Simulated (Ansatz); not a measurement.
From the elastic tensor of Y₂F to moduli and sound speeds

All numbers below come from DFT PBE, scalar-relativistic, plane waves, PAW in Ansatz. Cutoff 420 eV, 6×6×6 k-points (Γ-centred), Gaussian smearing of 0.10 eV. No spin polarisation.

Space group Pn-3m (No. 224), cubic, a = 5.309 Å. Around Y lie 2 F at 2.30 Å and 12 Y at 3.75 Å; F has 4 Y at 2.30 Å.

The structure comes from a generated guess, relaxed at this level; another structure or a mixture of phases may lie lower. In a metal, frequencies and elastic constants depend on the k mesh and the smearing, soft modes and shear constants most.

Relaxed-ion constants (GPa, on the Cartesian axes of the calculation):
C11 = 87.8, C12 = 43.5, C13 = 43.5, C22 = 87.8, C23 = 43.5, C33 = 87.8, C44 = 37.3, C55 = 37.3, C66 = 37.3 GPa; the others vanish.

Density 4.369 g/cm³; 6 atoms in 149.60 Å³.

With S = C⁻¹: B_V = (C11+C22+C33+2(C12+C13+C23))/9, G_V = (C11+C22+C33−C12−C13−C23+3(C44+C55+C66))/15, 1/B_R = S11+S22+S33+2(S12+S13+S23), 15/G_R = 4(S11+S22+S33−S12−S13−S23)+3(S44+S55+S66); Hill is their mean. Then v_l = √((B+4G/3)/ρ), v_t = √(G/ρ), v_m = [(2/v_t³+1/v_l³)/3]^(−1/3) and Θ = (ħ/k_B)·v_m·(6π²n/V)^(1/3) for n atoms in the volume V; E = 9BG/(3B+G), ν = (3B−2G)/(2(3B+G)) and A^U = 5G_V/G_R + B_V/B_R − 6.

```
Bulk modulus, Voigt / Reuss / Hill          : 58.3 / 58.3 / 58.3 GPa
Shear modulus, Voigt / Reuss / Hill         : 31.2 / 29.3 / 30.3 GPa
Young's modulus                             : 77 GPa
Poisson ratio                               : 0.279
Pugh ratio B/G                              : 1.93 (over 1.75, the rule of thumb for ductile)
Universal anisotropy index                  : 0.33
Longitudinal and transverse sound speeds    : 4751 and 2631 m/s
Debye temperature from the mean sound speed : 299 K
```

The cubic cell resists uniform strain in every direction, since C11 exceeds C12 and C44 is positive, but it does not resist all shears equally. C44, at 37.3 GPa, is clearly larger than half the difference between C11 and C12, so the tetragonal shear is the softer one and Young's modulus peaks along the body diagonals. The Y–F contacts of 2.30 Å point along these diagonals, which suggests that the anisotropy comes from stretching these short, strongly polar bonds, while tetragonal shear can be taken up largely by bending them.

Fluoride formation accounts for only part of yttrium's valence electrons. The remainder, mainly of 4d and 5s character, probably provide metallic Y–Y bonding, and C12 being larger than C44 fits such a less directional contribution. The Pugh ratio points the same way, but it doesn't establish ductility, which depends on dislocation motion and fracture. Nor do the elastic constants exclude short-wavelength instabilities, such as rotations of the FY₄ tetrahedra in this open framework.
